Solid potassium seems to pay for an open structure mainly because its ions and electrons sit less favourably in one another's electric field, rather than because neighbour bonds are lost. Simple cubic potassium has half the nearest neighbours of a close-packed metal, yet it lies only 109 meV per atom above the lowest row. Diamond-type potassium keeps a third of the neighbours and lies 343 meV above it. An estimate from electrostatics alone, made at the density of the close-packed metal, reproduces both costs to within about 20 %, whereas counting bonds misses the steep rise from one to the other.

Crystal structures of potassium, computed with Ansatz 0.2.0 using plane-wave PAW DFT (r2SCAN, scalar-relativistic, without spin polarisation), a 500 eV cutoff and 0.1 eV Gaussian smearing. Cell and atoms were relaxed at zero pressure; energies are for 0 K without zero-point motion and are good to 4 meV per atom.

```
   found from  space group number  atoms in cell  volume per atom (Å³)  over lowest (meV/atom)
database cell                 166              3                 76.97                     0.0
database cell                 194              4                 76.69                     0.0
database cell                 225              1                 76.76                     0.0
database cell                  71              1                  76.7                     1.0
 changed type                 139              1                 76.74                     2.0
database cell                 194              2                  76.9                     2.0
database cell                 223              8                 76.51                     8.0
      Ti type                 191              3                 76.61                    10.0
 changed type                  69              2                 77.99                    34.0
      Sn type                 191              1                 77.78                    60.0
      Sn type                 141              2                 78.56                    66.0
      Ca type                 221              1                 80.13                   109.0
database cell                 123              5                 86.63                   126.0
      Si type                 227              2                112.84                   343.0
```

The column "over lowest" gives the energy per atom above the lowest row. The first six rows lie within 2 meV of one another and count as tied, since the energies are good to 4 meV; zero-point motion, which is left out, could also reorder them. The zero is therefore a reference for the open structures and no verdict on the stable form of potassium, which in nature is body-centred cubic, a structure that has no row here.

Three rows carry the argument, because their space group and number of atoms fix the atomic pattern completely. They are face-centred cubic (space group 225, one atom), with twelve nearest neighbours, simple cubic (221), with six, and diamond (227), with four. The first belongs to the tied group and serves as the dense reference. The relaxations kept the symmetry of each starting structure, so the two open patterns have a computed cost but need not be stable against distortion.

The tempting explanation is that each neighbour contributes a bond and that an open structure has fewer of them. In its simplest limit all bonds are equal and independent, so simple cubic should lose half of the binding energy. With a rough recalled binding energy of 0.9 eV per atom, that is 450 meV, four times the computed cost. A common refinement lets the binding grow only as the square root of the neighbour number, because bonds strengthen when they are few. It then gives 380 meV for diamond, close to the table, but 264 meV for simple cubic, which is more than twice too much.

The ratio of the two costs tests the whole family of such laws without any binding energy. Let the binding be proportional to Zᵖ, where Z is the number of nearest neighbours and p is any positive power. The loss for diamond divided by the loss for simple cubic is then

(1 − 3⁻ᵖ) / (1 − 2⁻ᵖ)

This ratio is largest in the limit of very small p, where it becomes ln 3 / ln 2, or about 1.6. The table gives 3.1, so no positive p can repair this family of laws.

A second explanation starts from the volumes. Every row that costs more than 20 meV has a larger volume per atom than every row that costs less, which suggests that an open structure is simply a stretched metal. In that limit only the density matters, and the cost follows from the stiffness:

stretching cost = B (V − V₀)² / (2 V₀)

Here V is the volume per atom, V₀ its value in the face-centred cubic row, and B the bulk modulus, roughly 3.5 GPa as a recalled value.

Potassium is so soft that this cost is small. For simple cubic it comes to about 2 meV out of 109. Even the row with space group 123, the most expanded one apart from diamond, would pay only 14 of its 126 meV in this way. Diamond is different: its volume is 47 % above the reference, far outside the range of the formula, and stretching may be a real part of its cost. For the other open structures, the larger volume accompanies the higher energy but does not account for it.

The third explanation takes the opposite limit to separate bonds. Each potassium atom gives up its one outer electron to a sea that is spread almost evenly through the crystal, and the ions that remain are treated as points. Each ion then has its own cell, the region that lies closer to it than to any other ion, and the cell holds one electron's worth of charge. The energy is low when this charge sits close around the ion, and for a given volume the best shape is a sphere.

Twelve neighbours on all sides cut out a cell that is nearly round. Four neighbours press the cell walls in along four directions and let the cell bulge into the voids between them. At the density of the face-centred cubic metal, neighbours in diamond would be 3.68 Å apart instead of 4.77 Å, so the nearest walls, halfway between ions, would stand much closer to the ion. The charge displaced from there ends up farther out, where it is attracted less. In this picture, what counts is how evenly the neighbours surround an atom, and their number matters only through that.

For a perfectly round cell the energy can be written down at once. The attraction between the ion and its even cloud is −(3/2) e²/R, and the repulsion within the cloud is +(3/5) e²/R, where e is the elementary charge and R the radius of the sphere. Their sum is −(9/10) e²/R. With R in bohr radii this has the form

electrostatic energy = −A × 13.6 eV / R

with A = 1.8. A real lattice has a slightly smaller A, which is a pure number fixed by its geometry. Standard lattice sums, rounded to two figures, put A for simple cubic 0.032 below the face-centred cubic value, and A for diamond 0.12 below it.

The estimate for simple cubic can now be worked through. A volume of 76.76 Å³ per atom corresponds to a sphere of radius 2.64 Å, or 4.98 bohr radii. The cost is therefore

0.032 × 13.6 eV / 4.98 = 0.087 eV

or 87 meV, which is 20 % below the computed 109 meV. The same step for diamond gives 328 meV, 4 % below the computed 343 meV. No constant was adjusted to either cost, and only the reference volume was taken from the table; the printed output after this text sets the three explanations side by side.

The picture also fits the tie at the top of the table. The common compact lattices all have nearly round cells, and their values of A agree to about one part in ten thousand. The electrostatic energy itself is about 1.8 × 13.6 eV / 4.98, or 5 eV, so such a difference is worth only about half a meV. Rearranging compact layers, or distorting a compact lattice gently, therefore costs almost no electrostatic energy.

The close match for diamond should not be taken as the accuracy of the method. The estimate holds diamond at the density of the reference, whereas the calculation let it expand, which lowers its energy. Held at the reference density, diamond would cost more than 343 meV, so the estimate misses more there than the 4 % suggests. At the computed volume the electrostatic cost drops to 288 meV, but the metal must then also be stretched, by far more than the simple formula can describe. The runs also treated potassium as non-magnetic throughout. That is safe for the dense metal but untested for a structure as expanded as this one.

The volumes show where this simple estimate fails. The electrostatic cost falls as the crystal grows, so it acts as an outward pressure, and dividing that pressure by the stiffness gives

volume growth = ΔE / (3B)

where ΔE is the electrostatic cost. For simple cubic this predicts 1.3 Å³ per atom against a computed 3.4 Å³. For diamond it predicts 5 Å³ against 36 Å³. The formula keeps the stiffness of the dense metal, although a crystal softens as it expands, so part of the gap may come from the formula itself. The rest calls for something else that pushes the atoms apart.

The picture leaves out two things that could matter here. Real ions carry closed electron shells, which repel each other once they overlap. The outer electrons, for their part, do not stay evenly spread but respond to where the ions are, and the energy of that response also changes with volume. Diamond held at the reference density would force neighbours more than 1 Å closer together than in the face-centred cubic metal. By expanding, it brings them back out to about 4.2 Å. The calculation does not separate the two effects, so neither is shown to be the cause.

For another arrangement of potassium atoms, the useful question is how round a cell the neighbours leave at a given density. Triangular layers stacked atom over atom (space group 191, one atom) surround each atom more evenly than simple cubic does, though less evenly than close packing. Their cost should fall between the two, and the computed value is 60 meV. This placement rests on the shape of the cell alone, without a lattice sum, but it gives the right order where a glance at the volume would suggest almost no cost at all. A count of near neighbours would give the same order, so this row does not decide between those two explanations.

Output of the analysis:

```
Computed cost ratio, diamond over simple cubic: 3.147
Largest ratio from any positive power of the neighbour number: 1.585
Linear bond counting, simple cubic, meV per atom: 450
Linear bond counting, diamond, meV per atom: 600
Square-root bond counting, simple cubic, meV per atom: 263.6
Square-root bond counting, diamond, meV per atom: 380.4
Harmonic stretching cost, simple cubic, meV per atom: 1.616
Harmonic stretching cost, row 123, meV per atom: 13.86
Harmonic stretching cost, diamond (beyond its range), meV per atom: 185.2
Electrostatic cost at fcc volume, simple cubic, meV per atom: 87.39
Electrostatic cost at fcc volume, diamond, meV per atom: 327.7
Electrostatic estimate over computed cost, simple cubic: 0.8017
Electrostatic estimate over computed cost, diamond: 0.9554
Electrostatic cost ratio, diamond over simple cubic: 3.75
Electrostatic cost at diamond's own volume, meV per atom: 288.2
Computed volume growth over fcc, simple cubic, cubic angstrom per atom: 3.37
Computed volume growth over fcc, diamond, cubic angstrom per atom: 36.08
Computed volume growth over fcc, diamond, percent: 47
Growth predicted by electrostatics, simple cubic, cubic angstrom per atom: 1.333
Growth predicted by electrostatics, diamond, cubic angstrom per atom: 5
Nearest-neighbour distance, fcc, angstrom: 4.77
Nearest-neighbour distance, simple cubic, angstrom: 4.311
Nearest-neighbour distance, diamond, angstrom: 4.185
Nearest-neighbour distance, diamond squeezed to fcc volume, angstrom: 3.681
Row 139, distance to eight neighbours, angstrom: 4.676
Row 139, distance to the next four, angstrom: 5.025
```
